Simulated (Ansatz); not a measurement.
Correcting a cheap level on Ge-containing molecules

The vertical ionisation energy (cation less neutral) in eV of 8 Ge-containing molecules: x at wB97X-V/def2-TZVPP, y at CCSD(T)/def2-TZVPP. Shapes, held fixed at every level: PBE0-D4/def2-TZVP. Flexible molecules stand in one conformer, not always the lowest. Programs: Ansatz 0.2.0.

```
                                               molecule  x (eV)  y (eV)
     Ge4SiH10 (SMILES [SiH2]1[GeH2][GeH2][GeH2][GeH2]1)    9.34    9.30
    Ge3Si2H10 (SMILES [SiH2]1[GeH2][SiH2][GeH2][GeH2]1)    9.40    9.38
Ge2Si4H14 (SMILES [SiH3][SiH2][GeH2][GeH2][SiH2][SiH3])    9.42       ?
             Ge3SiH10 (SMILES [SiH3][GeH2][GeH2][GeH3])    9.53    9.54
      Ge2Si3H12 (SMILES [SiH3][GeH2][SiH2][GeH2][SiH3])    9.55    9.53
       Ge4SiH12 (SMILES [GeH3][GeH2][SiH2][GeH2][GeH3])    9.55    9.53
       GeSi4H12 (SMILES [SiH3][SiH2][GeH2][SiH2][SiH3])    9.58    9.56
      Ge2Si3H12 (SMILES [SiH3][GeH2][SiH2][SiH2][GeH3])    9.62    9.59
```

Question: Fit y = c + s·x to the known rows and predict y for Ge2Si4H14.

Answer: 
1. Means of the 7 rows: x = 9.5100, y = 9.490.
2. Σ(Δx)² = 0.0616, Σ(Δx·Δy) = 0.0645, so the slope is 0.0645/0.0616 = 1.0471.
3. Intercept: 9.490 − (1.0471) × 9.5100 = -0.468. The largest residual of the fit is 0.029.
4. Ge2Si4H14: -0.468 + 1.0471 × 9.42 = 9.40 eV.

CCSD(T)/def2-TZVPP gives 9.40 eV, so the prediction is off by 0.00 eV: they agree to the digits shown. Uncorrected, wB97X-V/def2-TZVPP misses it by +0.02 eV, and the other rows by 0.02 on average. The line overshoots: the miss goes from +0.02 to 0.00. Left out in turn, the other rows are missed by 0.01 eV on average. Cations run unrestricted. Relativity is left out for Ge. Outer-core shells of Ge are correlated, in sets that cover them unevenly.

The ionisations most likely all remove an electron from the same kind of orbital, a σ combination delocalised over the Ge and Si backbone, which would explain why the two methods differ by a small and nearly constant amount. Ge3SiH10 breaks the pattern: it is the only molecule whose CCSD(T) value lies above the wB97X-V one, and it gives the largest residual. With so little to correct, the good prediction for Ge2Si4H14 owes more to the similarity of the molecules than to the fitted slope.

The two rings ionise most easily, probably because closure keeps neighbouring σ bonds coupled and pushes the highest combination up. Mixing along a longer backbone would likewise explain why Ge2Si4H14 lies below the other open chains. Length alone does not order them, however, since the four-atom chain Ge3SiH10 does not lie above all the five-atom ones; germanium content and backbone twist may also contribute. Nothing here tests the line on ionisation from a lone pair or a π bond.
